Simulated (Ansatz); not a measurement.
# A series in volume per atom on La3In

Results calculated with Ansatz 0.2.0, not measured. Periodic Kohn-Sham DFT of a crystal at fixed atoms; pressure and stress are positive in compression; the energy is the free energy less that of spherical unpolarised free atoms; site moments are those in the method's own spheres, positive along +z.

Cell of the first row (space group Pm-3m, No. 221):
```
La3In
1.0
      4.9816     0.0000     0.0000
      0.0000     4.9816     0.0000
      0.0000     0.0000     4.9816
La In
3 1
Direct
  0.00000 0.50000 0.50000
  0.50000 0.00000 0.50000
  0.50000 0.50000 0.00000
  0.00000 0.00000 0.00000
```

Settings of every row: method all-electron PAW; functional PBEsol; relativity scalar; k mesh 7x7x7; filling fermi-dirac; smearing width 0.05 eV; nucleus gaussian.

Atom start moment: 0 on all atoms.

Limits: no spin-orbit coupling on heavy atoms.

```csv
row,volume per atom (Å³),pressure (GPa)
1,30.906,-0.314
2,32.221,?
3,32.879,-2.631
4,33.208,-2.952
5,34.194,-3.823
```

Question: what pressure should row 2 give?

Worked fit of pressure. Take u = (V_r/V)^(2/3) − 1 with V_r = 33.043 Å³ an atom, which is twice the finite (Eulerian) strain; such expansions in the strain, on which the Birch-Murnaghan equation of state is built, carry the rest volume and the bulk modulus. The shown rows have u = 0.04558, 0.00332, -0.00332, -0.02257. Least squares give pressure = −2.793 + 48.531 × u + 128.46 × u² GPa; a straight line predicts inner rows, each left out in turn, worse (root mean square 0.086 against 0.0013 GPa). The rows lie off it by 0.000, -0.001, 0.001, 0.000. The withheld row has u = 0.01694, so the fit gives −2.793 + 48.531 × (0.01694) + 128.46 × (0.01694)² = -1.934 GPa.

The calculation gave -1.937 GPa. The fit lies 0.003 GPa (0.085 % of the column's range) above it; its largest miss of a shown row is 0.001 GPa.
